## Anomalous dispersion and negative $\varepsilon_1$: from CO$_2$ gas to polar solids

### The oscillator and its extrema

Fields vary as $e^{-i\omega t}$, and frequencies are written as wavenumbers $\nu=\omega/2\pi c$ in cm$^{-1}$. One damped oscillator on a constant background $\varepsilon_\infty$ gives

$$\varepsilon(\nu)=\varepsilon_\infty+\frac{\nu_p^2}{\nu_0^2-\nu^2-i\gamma\nu}.$$

For $\gamma<2\nu_0$ the poles lie at $\nu=-i\gamma/2\pm\sqrt{\nu_0^2-\gamma^2/4}$, in the lower half-plane, as causality requires. With $x=\nu_0^2-\nu^2$,

$$\varepsilon_1=\varepsilon_\infty+\frac{\nu_p^2\,x}{x^2+\gamma^2\nu^2},\qquad \varepsilon_2=\frac{\nu_p^2\,\gamma\nu}{x^2+\gamma^2\nu^2}.$$

For $\gamma\ll\nu_0$ the peak of $\varepsilon_2$ is a Lorentzian of full width $\gamma$ at half maximum. Substituting $\nu^2=\nu_0^2-x$ in the denominator and using $dx/d\nu=-2\nu$,

$$\frac{d\varepsilon_1}{d\nu}=2\nu\,\nu_p^2\,\frac{x^2-\gamma^2\nu_0^2}{(x^2+\gamma^2\nu^2)^2}.$$

The slope is negative for $|x|<\gamma\nu_0$. This is the region of anomalous dispersion, bounded by a maximum at $\nu^2=\nu_0^2-\gamma\nu_0$ (present if $\gamma<\nu_0$) and a minimum at $\nu^2=\nu_0^2+\gamma\nu_0$:

$$\varepsilon_1^{\max}=\varepsilon_\infty+\frac{\nu_p^2}{\gamma(2\nu_0-\gamma)},\qquad \varepsilon_1^{\min}=\varepsilon_\infty-\frac{\nu_p^2}{\gamma(2\nu_0+\gamma)}.$$

The region has width $\gamma$ to leading order in $\gamma/\nu_0$, whatever the strength. The extrema of the refractive index $n$ coincide with those of $\varepsilon_1$ only for a weak line.

### Condition for negative $\varepsilon_1$

Define $A=\nu_p^2/\varepsilon_\infty$, the undamped longitudinal frequency $\nu_L^2=\nu_0^2+A$, and

$$\eta=\frac{A}{\gamma(2\nu_0+\gamma)},\qquad \varepsilon_1^{\min}=\varepsilon_\infty(1-\eta).$$

$\varepsilon_1$ becomes negative if and only if $\eta>1$, that is $\nu_p^2>\varepsilon_\infty\gamma(2\nu_0+\gamma)$. Adding $\nu_0^2$ to both sides of $A>\gamma(2\nu_0+\gamma)$ gives $\nu_L^2>(\nu_0+\gamma)^2$, so the condition is exactly

$$\nu_L-\nu_0>\gamma .$$

The zeros follow from $\varepsilon_1=0$ with $y=\nu^2-\nu_0^2$, namely $y^2-(A-\gamma^2)y+\gamma^2\nu_0^2=0$:

$$y_\pm=\tfrac12\Big[A-\gamma^2\pm\sqrt{(A-\gamma^2)^2-4\gamma^2\nu_0^2}\Big].$$

They merge at $y=\gamma\nu_0$ when $\eta=1$. For small damping $y_-\approx\gamma^2\nu_0^2/A$ and $y_+\approx A-\gamma^2(1+\nu_0^2/A)$, so the upper zero tends to $\nu_L$. Small damping here means $\eta\gg1$. A sharp line, $\gamma\ll\nu_0$, is not enough.

### Strength and local field

The absorption coefficient is $\alpha=2\pi\nu\varepsilon_2/n$, and $\int_0^\infty\nu\varepsilon_2\,d\nu=\pi\nu_p^2/2$. In a dilute gas $n\approx1$, and the intensity $S$ per molecule is defined by $\int\alpha\,d\nu=NS$ at number density $N$. The strength of the non-interacting molecules is therefore $\Omega^2=NS/\pi^2$. For a weak line in a host, $\varepsilon_2(\nu_0)=\nu_p^2/\gamma\nu_0$ gives $\nu_p^2=\alpha(\nu_0)\sqrt{\varepsilon_\infty}\,\gamma/2\pi$.

With the Lorentz local field the molecular polarizabilities add in the Clausius–Mossotti function. For a bare resonance $\nu_m$,

$$\frac{\varepsilon-1}{\varepsilon+2}=\frac{\varepsilon_\infty-1}{\varepsilon_\infty+2}+\frac{\Omega^2/3}{\nu_m^2-\nu^2-i\gamma\nu}.$$

Solving for $\varepsilon$ returns the oscillator form with $L=(\varepsilon_\infty+2)/3$ and

$$\nu_p^2=L^2\Omega^2,\qquad \nu_0^2=\nu_m^2-\frac{L\Omega^2}{3}=\nu_m^2-\frac{\nu_p^2}{\varepsilon_\infty+2}.$$

For a vacuum background the shift of $\nu_0^2$ is $-\nu_p^2/3$, and $\nu_L^2=\nu_m^2+2\nu_p^2/3$. For a narrow line the shift in wavenumber, measured in units of $\gamma$, is about $\eta\,\varepsilon_\infty/(\varepsilon_\infty+2)$. It matters only where $\eta$ is not small.

### Six systems

All inputs are typical, approximate values, and the results are those of the single-oscillator model.

**CO$_2$ line.** The antisymmetric stretch at 4.3 μm has its origin near 2349 cm$^{-1}$ and a band intensity of about $9.5\times10^{-17}$ cm per molecule. At 1 atm and 296 K the ideal gas has $N=2.48\times10^{19}$ cm$^{-3}$, and the band is resolved into rotational lines. A strong line such as R(16) near 2361 cm$^{-1}$ has $S\approx3.5\times10^{-18}$ cm per molecule and a self-broadened full width of about 0.2 cm$^{-1}$.

**Dense CO$_2$.** The lines are about 1.4 cm$^{-1}$ apart and merge above roughly 7 atm. At $N=5.0\times10^{20}$ cm$^{-3}$ the band is modelled as one oscillator with the full intensity and an assumed envelope width of 50 cm$^{-1}$. The real envelope has P and R lobes, so this row gives the magnitude only.

**Solid CO$_2$.** A density of 1.56 g cm$^{-3}$ and a molar mass of 44.01 g mol$^{-1}$ give $N=2.13\times10^{22}$ cm$^{-3}$. The gas-phase intensity gives $\Omega^2=2.05\times10^5$ cm$^{-2}$. With $\varepsilon_\infty\approx2.0$, $L=4/3$ and $\nu_p^2=3.65\times10^5$ cm$^{-2}$. Starting from $\nu_m=2349$ cm$^{-1}$, $\nu_0=2329$ and $\nu_L=2368$ cm$^{-1}$. The damping of 5 cm$^{-1}$ is illustrative.

**Interstitial oxygen in Si.** The band near 1107 cm$^{-1}$ has a width of about 32 cm$^{-1}$. A concentration of $10^{18}$ cm$^{-3}$ and the customary conversion factor $3.14\times10^{17}$ cm$^{-2}$ give $\alpha(\nu_0)=3.2$ cm$^{-1}$, hence $\nu_p^2=55$ cm$^{-2}$ with $\varepsilon_\infty\approx11.7$.

**Amorphous SiO$_2$ and 3C-SiC.** Here $A$ is fixed by typical transverse and longitudinal frequencies, 1075 and 1250 cm$^{-1}$ for the Si–O stretch, 796 and 972 cm$^{-1}$ for SiC. The splitting is thus an input, and the local field is already contained in it. The SiO$_2$ width of 70 cm$^{-1}$ is an effective value for a band broadened by disorder.

Wavenumbers are in cm$^{-1}$ and $A$ in cm$^{-2}$; entries are computed without intermediate rounding.

| System | $\nu_0$ | $\gamma$ | $\varepsilon_\infty$ | $A$ | $\nu_L-\nu_0$ | $\eta$ | $\varepsilon_1^{\min}$ | zeros |
|---|---|---|---|---|---|---|---|---|
| O in Si | 1107 | 32 | 11.7 | 4.7 | $2.1\times10^{-3}$ | $6.6\times10^{-5}$ | 11.7 | none |
| CO$_2$ line, 1 atm | 2361 | 0.2 | 1 | 8.8 | $1.9\times10^{-3}$ | $9.3\times10^{-3}$ | 0.991 | none |
| Dense CO$_2$ | 2349 | 50 | 1 | $4.8\times10^3$ | 1.0 | 0.020 | 0.98 | none |
| a-SiO$_2$ | 1075 | 70 | 2.1 | $4.07\times10^5$ | 175 | 2.6 | $-3.4$ | 1082, 1242 |
| Solid CO$_2$ | 2329 | 5 | 2.0 | $1.83\times10^5$ | 39 | 7.8 | $-14$ | 2330, 2368 |
| 3C-SiC | 796 | 4 | 6.5 | $3.11\times10^5$ | 176 | 49 | $-310$ | 796, 972 |

The gas rows omit the electronic background $4\pi N\alpha'$. With a polarizability volume $\alpha'\approx2.6$ Å$^3$ it adds $8\times10^{-4}$ to $\varepsilon_1$ at 1 atm and 0.016 in the dense gas. The latter rivals the dip of 0.020 and lifts the minimum almost to unity, but through the factor $L^2/\varepsilon_\infty$ it lowers $\eta$ by only 0.5 per cent. Each neighbouring rotational line adds about $\pm1.3\times10^{-3}$ at the position of R(16), the two nearest with opposite signs.

### The trend

With the quality factor $Q=\nu_0/\gamma$,

$$\eta=\frac{A}{\nu_0^2}\,\frac{Q}{2+1/Q}.$$

The first factor is the static contribution of the oscillator relative to the background, and the second is the resonant enhancement, about $Q/2$. The CO$_2$ line has by far the largest $Q$, $1.2\times10^4$, but $A/\nu_0^2$ is only $1.6\times10^{-6}$. Amorphous SiO$_2$ has the smallest, $Q=15$, and passes the threshold because $A/\nu_0^2=0.35$. Oxygen in Si fails on both counts: the oscillators are dilute, the background is large and $Q$ is modest.

For a weak narrow line $\eta\approx\alpha(\nu_0)/4\pi\sqrt{\varepsilon_\infty}\,\nu_0$, which sets the vacuum wavelength against the absorption length. At the centre of the CO$_2$ line $\alpha=2.8\times10^2$ cm$^{-1}$, an absorption length of 36 μm. The gas is opaque over a fraction of a millimetre, yet $\varepsilon_1$ swings by about one per cent either way. It shows anomalous dispersion without any band of strong reflection.

Pressure does not change this verdict. Under collision broadening both $\nu_p^2$ and $\gamma$ are proportional to $N$, so $\eta$ of an isolated line is independent of pressure. The Doppler full width $\nu_0\sqrt{8\ln2\,k_BT/mc^2}=4.4\times10^{-3}$ cm$^{-1}$ equals the collision width at 0.022 atm. Well below that pressure the width is fixed, the profile is of Voigt type, and the swing of $\varepsilon_1$ falls in proportion to $N$. Once the lines have merged, the width is roughly fixed by the rotational envelope and $\eta$ grows with $N$. With $\gamma=50$ cm$^{-1}$ and $\varepsilon_\infty=1$ it reaches unity at $2.5\times10^{22}$ cm$^{-3}$, above the density of the solid. The solid crosses the threshold because a high density is combined with the loss of free rotation, which gathers the strength into a narrow line.

SiO$_2$ and SiC have almost the same splitting, and damping separates them. In SiC the zeros coincide with $\nu_0$ and $\nu_L$ to the figures shown. In SiO$_2$ the upper zero lies 8 cm$^{-1}$ below $\nu_L$, so a zero crossing of $\varepsilon_1$ underestimates $\nu_L$ when $\eta$ is of order unity.

The local-field shift follows $\eta$. It is $6\times10^{-4}$ cm$^{-1}$ for the CO$_2$ line, below collisional shifts of typically a few $10^{-3}$ cm$^{-1}$ at 1 atm, and 0.34 cm$^{-1}$ for the dense gas, small against the envelope. In the solid the model's downshift is 20 cm$^{-1}$. The band of crystalline CO$_2$ typically lies only about 5 cm$^{-1}$ below the gas origin, so the model overshoots this shift by a factor of about 4. The Lorentz field treats isotropic point dipoles at sites of cubic symmetry, whereas the molecules are linear and lie along the cube diagonals, and it omits the change of the bond force constants by short-range forces from the neighbours. A rigid displacement of $\nu_0$ by this amount hardly alters $\eta$, which depends mainly on $A/\gamma$, so the negative $\varepsilon_1$ of the model persists for any damping below its splitting of 39 cm$^{-1}$.